## Where the cutoff convergence of Ga3Se breaks

The row that looks wrong is the one at a cutoff of 400 eV. Its energy lies only 1.4 meV/atom above the tightest run, which looks like a good result. Yet the step before it had cut the error so fast that, at the same pace, only about a quarter of a meV/atom would have been left. The computed error is about five times larger.

Ansatz 0.2.0, PBE with spin-orbit coupling and Ansatz PAW datasets, for the 4-atom cell of Ga3Se (Pm-3m) at fixed geometry, with a 5×5×5 k mesh and cold smearing of 0.05 eV. The sweep value is the wavefunction cutoff in eV. Energies are free energies relative to the run at 800 eV, and pressures are those at fixed cutoff.

| sweep density cutoff (eV) | sweep value | energy less tightest (meV/atom) | pressure (GPa) |
| --- | --- | --- | --- |
| 800 | 200 | 6794.0 | 3.659 |
| 1000 | 250 | 1027.7 | 1.976 |
| 1200 | 300 | 88.0 | -0.367 |
| 1400 | 350 | 4.8 | -0.257 |
| 1600 | 400 | 1.4 | -0.289 |
| 1800 | 450 | 0.7 | -0.292 |
| 2000 | 500 | 0.2 | -0.293 |
| 2400 | 600 | 0.1 | -0.293 |
| 3200 | 800 | 0.0 | -0.293 |

The sweep value is the cutoff $E_c$ for the wavefunctions, in eV, and the density cutoff is always four times as large. Two comparisons are worth remembering. Between 200 and 350 eV the energy error falls more than a thousandfold, from several eV to a few meV per atom. The next 150 eV reduce it only about 24 times. The energy falls at every step, so the break is a change of pace and not of direction.

### What a smooth decay would look like

A plane-wave calculation builds each electron wave from ripples of different wavelength. The cutoff discards every ripple whose kinetic energy exceeds $E_c$. If little is discarded, perturbation theory gives the cost: each absent ripple of wavevector $G$ raises the energy by roughly its weight times its kinetic energy,

$$\Delta E(E_c)\approx\sum_{\hbar^2G^2/2m>E_c}|c_G|^2\,\frac{\hbar^2G^2}{2m}.$$

Here $\Delta E$ is the energy error, $m$ the electron mass and $c_G$ the amplitude of the ripple in the fully converged wave. The course of the error therefore shows how much fine detail the waves contain.

Three limiting cases tell what to look for. A wave shaped like a Gaussian has weights that fall exponentially with kinetic energy, so each equal step in cutoff divides the error by nearly the same factor. A wave with no detail at all beyond some wavevector would make the error vanish there, and the factor would grow without bound on the way. A wave with a slight roughness at some radius has weights that die off only as a power of $G$, and the factor per step becomes small.

Ga3Se begins like the second case. It then slows down, as in the third case or as in the first with a much narrower wave. Up to 350 eV, successive steps of 50 eV divide the error by about 7, 12 and 18. The next step divides it by only 3.5. Beyond that the factor stays small and becomes uneven.

The first of these factors deserves some caution. At 200 eV the error is 6.8 eV/atom, far too large for a formula that assumes little has been discarded. With an extremely poor basis the error would level off at some finite value, so the factor has to start small and then climb. Part of the early acceleration is simply the way out of that regime.

### How large the break is

The Gaussian case supplies a simple yardstick, because it carries the error forward with a constant factor $f$:

$$\Delta E(E_c+50\ \mathrm{eV})=\frac{\Delta E(E_c)}{f}.$$

The last steep step, from 300 to 350 eV, took the error from 88.02 to 4.82 meV/atom, which gives $f=88.02/4.82\approx18.3$. One more such step would leave $4.82/18.3\approx0.26$ meV/atom at 400 eV. The computed error of 1.36 meV/atom, taken from the unrounded energies, was not used in the estimate and exceeds it by 1.1 meV/atom.

One may object that the steepest step is a harsh standard. The gentlest of the earlier steps, with $f\approx6.6$, would still leave only 0.73 meV/atom at 400 eV, about half of what was computed. Carried one step further, to 450 eV, the same lenient factor predicts 0.11 meV/atom against a computed 0.68. The size of the break depends on the yardstick, but the computed errors lie above both estimates.

The zero of the energy scale cannot have produced it either. All errors are counted from the run at 800 eV, which may itself lie slightly above the true limit. Adding that small remainder to every row would make the errors at 350 and 400 eV more alike, and the break would become sharper. Smearing of the occupations is also ruled out, since extrapolating it to zero changes no error by more than 0.02 meV/atom.

### Why the fast decay gives way to a slow one

The steep part has a well-understood origin. Near the nucleus the true waves vary too rapidly for plane waves, so the PAW method replaces them there by smooth substitutes and restores the true shape separately. The substitutes are designed to hold little detail beyond a chosen wavevector. Once the cutoff passes that point, most of what the basis lacked has been supplied, and the error collapses.

The most demanding waves are probably those of the 3d shells of gallium and selenium. This presumes that the datasets treat these shells as valence, which the outputs do not state. The shells are compact, and a 3d wave has no radial node that smoothing could remove, so even its smooth substitute stays fairly narrow. An error of several eV per atom at the lowest cutoff fits such a shell better than the spread-out outer s and p electrons. This assignment is an inference from the size of the error, since the energies are not resolved by shell.

The slow part has more than one possible source. The 3d shell of selenium is more compact than that of gallium and could leave a slower tail of its own. Another candidate is the seam. Each smooth substitute joins the true wave at a finite radius, where the value and a few derivatives agree but the higher derivatives need not. A mismatch of this kind is invisible in a plot of the wave, yet it spreads weakly over very short wavelengths. The more derivatives agree at the seam, the faster this remainder dies away at high cutoffs.

The steep and the slow part add, and this alone is enough to make a knee. At 200 eV the total error is about five thousand times the one left at 400 eV, so a slow remainder of that order goes unnoticed there. It shows only when the steep part has sunk below it. Nothing about the electrons of the crystal has to change between 350 and 400 eV.

The density cutoff may have a share in the slow part, because it rises together with the wavefunction cutoff. Multiplying two smooth waves doubles the largest wavevector and so quadruples the kinetic energy, which is why a fourfold density cutoff holds the smooth density completely. The charges that PAW adds around the nuclei, and the exchange-correlation energy, contain finer detail than that. Repeating the 400 eV run with the density cutoff of the tightest run, 3200 eV, would settle the matter: if the error stayed near 1.4 meV/atom, the waves would be responsible.

### The slope breaks one step later

The pressure can be computed in two ways, and the difference between them measures the slope of the energy curve. If the set of plane waves is held fixed while the cell expands, all wavelengths stretch and the effective cutoff drops. The energy then rises for a purely numerical reason, and the crystal seems to pull inwards. Since kinetic energies scale with volume as $V^{-2/3}$, this false contribution, known as Pulay stress, is

$$P_{\text{fixed set}}-P_{\text{fixed cutoff}}=\frac{2E_c}{3V}\,\frac{dE}{dE_c},$$

with the energy $E$ and the volume $V$ both taken per atom. The table lists the pressure at fixed cutoff, from which this contribution has been removed.

The false pull drops from 0.45 GPa at 350 eV to 0.020 GPa at 400 eV, by a larger factor than in any step before. The slope thus keeps falling steeply where the error itself has already slowed down. This is what a sum of two parts would do, because a slow remainder adds to the error but hardly to its slope. The pull then rises again to 0.031 GPa at 450 eV before it fades in the later rows. The cutoff itself grows by only an eighth between 400 and 450 eV, so the energy curve must be steeper at 450 eV than at 400 eV. The slow part of the decay is therefore rippled.

A seam at a definite radius could produce such ripples, because the contributions from its opposite sides alternately add and cancel as $G$ increases. The observation agrees with the proposed cause but does not single it out. The false pull is also another view of the same energy curve, so it confirms the shape of the decay and not its origin.

### The pressure has a break of its own

The pressure in the table does not approach its final value from one side. It is too high by 4.0 GPa at 200 eV and still too high at 250 eV. At 300 eV it lies 0.07 GPa below the final value, and at 350 eV it is 0.04 GPa above it. From 400 eV on it is settled to within 0.004 GPa.

The change of sign breaks no rule. With all other settings equal, a larger set of plane waves can only lower the energy, but pressure is a derivative with respect to volume. The derivative of an error that is always positive may have either sign. A crossing like the one between 250 and 300 eV is therefore permitted, and it makes the pressure look better converged near the crossing than the energy is.

The row at 300 eV shows how far the two can part. Its energy is still wrong by 88 meV/atom, while its corrected pressure is only 0.07 GPa from the final value. The fixed-basis pressure of the same row is still wrong by several GPa. In the limiting case of an error that sits wholly inside the atoms, squeezing the crystal at fixed cutoff would leave that error unchanged, and the pressure would be exact. The row at 300 eV resembles this limit, but its pressure error has only just changed sign, so the good agreement may be partly a chance cancellation and does not show where the error sits. The final pressure of about −0.29 GPa is settled with respect to the cutoff only, since the k mesh was the same in every run.

### What the knee costs in practice

The break shifts the choice of cutoff by a whole step. Carrying the error at 350 eV forward, even with the lenient factor, points to 400 eV for an accuracy of 1 meV/atom in the total energy. The full series requires 450 eV. For 10 meV/atom, 350 eV is enough, because that target is reached before the slow part takes over.

The mechanism also suggests how the picture moves for a related compound. A more compact shell needs shorter wavelengths. If its smooth substitute shrank to half the size in every direction, the cutoff at which the steep fall ends would roughly quadruple. How high the slow part lies is harder to foresee, because it may depend on how the smooth waves were constructed, which the chemical formula does not reveal. A steep fall should therefore be followed by at least one computed row beyond its end before it is trusted.
